Average magnetisability and molar susceptibility of cyclotrisilane (Si3H6), calculated with PySCF 2.14.0 using non-relativistic, density-fitted Kohn-Sham DFT, GIAOs and the aug-pcSseg-1 basis, in the gas phase at the PBE0-D3(BJ)/def2-SVP geometry. The anisotropy is the root of half the summed squared differences of the principal values.

```
                 level  magnetisability (1e-30 J/T^2)  magnetisability anisotropy (1e-30 J/T^2)  susceptibility (1e-6 cm^3/mol)
    wB97X/aug-pcSseg-1                        -1119.1                                    279.90                          -67.39
    HSE06/aug-pcSseg-1                        -1118.0                                    272.10                          -67.32
  wB97X-D/aug-pcSseg-1                        -1112.0                                    276.90                          -66.97
CAM-B3LYP/aug-pcSseg-1                        -1106.7                                    266.90                          -66.65
    B97-2/aug-pcSseg-1                        -1104.1                                    270.90                          -66.49
    B3LYP/aug-pcSseg-1                        -1095.5                                    261.60                          -65.97
BHandHLYP/aug-pcSseg-1                        -1094.0                                    260.60                          -65.88
```

For the average magnetisability of cyclotrisilane, the choice among these seven hybrid functionals matters little. From wB97X to BHandHLYP the value weakens by 25.1×10⁻³⁰ J/T², or 2.3% of its mean size. The anisotropy, which measures how much the response depends on the direction of the field, varies by 7%. A functional that is good enough for the first quantity therefore need not be good enough for the second.

The negative sign means diamagnetism: the field induces currents that oppose it. Magnetisability states this for one molecule and susceptibility for a mole, so the two columns carry the same information. All levels share one geometry and one basis, and the steps between them come from the functional alone.

**Why the average is so steady**

The response is the sum of two parts. The diamagnetic part measures how far the electrons spread from a chosen origin. The paramagnetic part has the opposite sign and arises because the field mixes empty orbitals into the occupied ones. How much belongs to each depends on the origin, here the centre of mass, while the physical total does not.

A limiting case shows what the functional can hardly touch. Take a molecule made of neutral, spherical, rigid atoms. Each atom on its own is purely diamagnetic about its nucleus. Seen from an origin at distance R, its Z electrons seem more spread out, and the diamagnetic part grows by KZR², where K is a constant of nature. The atom has not changed, so the paramagnetic part must grow by the same amount with the opposite sign:

paramagnetic part ≈ K Σ ZR², with K = 2.83×10⁻⁶ cm³/mol per Å².

In this molecule the three silicon atoms lie about 1.35 Å from the centre and the six hydrogen atoms about 2.50 Å. The sum is 3 × 14 × 1.35² + 6 × 1 × 2.50² ≈ 114 Å², which gives a paramagnetic part of about 323×10⁻⁶ cm³/mol. The seven calculations give 333 to 335 in the same unit. An estimate that knows only nuclear charges and positions thus falls short by just 3 to 4%, and it has no adjustable constant.

Most of the paramagnetic part is therefore bookkeeping set by the geometry, and it cancels an equal piece of the diamagnetic part. With B3LYP, what remains is about −78 from the diamagnetic part, mostly from electrons spread around their own nuclei, and +12 from the paramagnetic excess over the rigid atoms, both in 10⁻⁶ cm³/mol. Together they make the −66 of the table. Leaving out the excess would make the molecule too diamagnetic by nearly a fifth, so the spherical-atom picture explains the cancellation but doesn't replace the calculation.

The excess exists because atoms in a molecule are neither spherical nor neutral. Bonds hinder the free circulation of electrons about each nucleus, and charge shifts between silicon and hydrogen. This is where a functional has room to act. The excess rises from about 10×10⁻⁶ cm³/mol with wB97X to about 12.5×10⁻⁶ cm³/mol with BHandHLYP, a large change in a small term.

The density responds to the functional as well. Between wB97X and B3LYP the paramagnetic part grows by 2.1×10⁻⁶ cm³/mol, but the electrons also spread out slightly, and the diamagnetic part takes back 0.7. The paramagnetic change is the larger one in most steps away from wB97X. The small steps to HSE06 and wB97X-D are different, since there the diamagnetic part changes more.

This picture also helps with a related molecule. An atom placed far from the centre swells both parts strongly, yet most of that growth cancels. Large separate parts are thus no sign of a large total, nor of a large dependence on the functional. What counts is how far the electrons spread around their own nuclei and how strongly the bonds disturb their circulation there.

**Why the orbital gap is a poor guide**

A tempting shortcut is to judge a functional by its gap between the highest occupied and the lowest empty orbital. Mixing is easier across a small gap, so a small gap should mean a large paramagnetic excess. HSE06 has a gap of 5.1 eV, about half that of wB97X. If the excess went as the inverse of the gap, it would double, from 10 to 20×10⁻⁶ cm³/mol. The calculation gives 10 for both.

Theory offers two reasons. Many pairs of orbitals take part in the magnetic response, and the frontier pair need not dominate. Moreover, exact exchange enters twice: it pushes the filled orbitals down and the empty ones up, which widens the gap, and it couples the orbital changes to one another, which makes the mixing easier again. The bare gap contains the first effect without the second.

The share of exact exchange is no better as a single guide. It rises from 20% in B3LYP to 50% in BHandHLYP, yet the average magnetisability moves by only 1.5×10⁻³⁰ J/T². These two functionals also differ in their remaining exchange and correlation terms, so the comparison doesn't isolate exact exchange. It does show that a functional with much more of it need not give a different answer here.

**Why the anisotropy is more delicate**

The molecule is very nearly a symmetric top, with two equal responses for fields in the plane of the silicon ring and a stronger one for a field perpendicular to it. The anisotropy is then simply the difference between the in-plane and the out-of-plane component. It can change a good deal while the average stays put.

Suppose a functional merely scaled the whole response. The anisotropy would then shrink by the same percentage as the average, from 279.9×10⁻³⁰ J/T² with wB97X to 273.6 with BHandHLYP. The calculated value is 260.6. The functional therefore changes the shape of the response as well as its strength.

The components show how. On going from wB97X to BHandHLYP, the out-of-plane component weakens by 38×10⁻³⁰ J/T² and each in-plane component by 19. The difference between them falls by 19 as well, and that loss is measured against an anisotropy of only about 270. A modest change in two large components becomes a noticeable change in their difference.

The same arithmetic explains a deceptive agreement. wB97X and HSE06 differ by only 1.1×10⁻³⁰ J/T² in the average but by 7.8 in the anisotropy. With HSE06 the out-of-plane component is weaker by 6.3, while each of the two in-plane components is stronger by 1.5. In the average the two in-plane changes offset about half of the out-of-plane one, and the remainder is divided by three; in the anisotropy the changes add. Two functionals that agree on the average have not thereby been shown to agree on the response.

**What this means for a purpose**

Consider first the correction of a magnetic measurement for the diamagnetism of the sample. The whole range of the seven functionals is 67.39 − 65.88 ≈ 1.5×10⁻⁶ cm³/mol. A mole of unpaired electrons at room temperature contributes roughly 1.3×10⁻³ cm³/mol by Curie's law. The choice of functional thus shifts the result by as much as about one radical per thousand molecules would. For a strongly paramagnetic sample this is negligible; for a search for traces of radicals it is not.

Weak alignment of the molecules in a strong field is a different matter, because it is proportional to the anisotropy. The 7% range passes straight into the predicted alignment. An estimate of its size can live with that, but a comparison meant to resolve differences of a few per cent cannot rest on one functional.

The anisotropy also invites talk of a current around the silicon ring. Local bonds respond differently along different directions too, so this number alone doesn't identify such a current. The drop from wB97X to BHandHLYP should not be read as a weaker ring current; that claim would need a map of the induced current.

**Which level to choose**

For the average, any of the seven will do if a dependence on the functional of 2 to 3% is acceptable. Steps of one or two units, such as that between B3LYP and BHandHLYP, give no reason to prefer one functional to the other. In a series of molecules it is more useful to keep to one functional throughout, so that its own shift isn't mistaken for chemistry.

For the anisotropy, it pays to run two functionals that disagree. B3LYP and wB97X are a suitable pair for this molecule: they lie 279.9 − 261.6 = 18.3×10⁻³⁰ J/T² apart, nearly the full range of 19.3. B3LYP with BHandHLYP would be a poor choice, because the two almost coincide in both quantities and would make the result look more certain than it is.

The distance between two functionals measures their disagreement and is not an error bar. All seven results hold for a motionless molecule at the same geometry and in the same basis, and an error from any of these would probably shift them in a similar way, so their spread need not reveal it. They also share a shortcoming of the method: in a magnetic field the exact functional depends on the induced current, whereas the approximate exchange and correlation terms used here do not. The order in the table is accordingly an order of strength, not of quality. Choosing the best functional takes a reliable reference, either a measurement compared with vibrationally averaged values or an accurate correlated calculation for the same fixed geometry.

Cost gives little reason to avoid the second functional. All seven are hybrids and need exact exchange in both the ground state and the response. wB97X, wB97X-D and CAM-B3LYP give exact exchange different weights at short and long distances and need a second kind of exchange term, which at most roughly doubles that portion of the work. HSE06 separates the distances as well, but keeps exact exchange only at short range. The dispersion correction in wB97X-D costs almost nothing and doesn't act on the magnetic response; its difference from wB97X comes from the refitted functional.

A larger basis is the more expensive step. For a fixed molecule, the exchange work with density fitting grows roughly as the cube of the basis size, so doubling the basis costs about eight times as much, whereas a second functional about doubles the bill. For the anisotropy the second functional is the sensible first purchase, because it tests a dependence already known to reach 7%. How much a larger basis would change the result can't be read from this table. If the target is tighter than the disagreement it reveals, the next step is a reference calculation that can decide between the functionals.
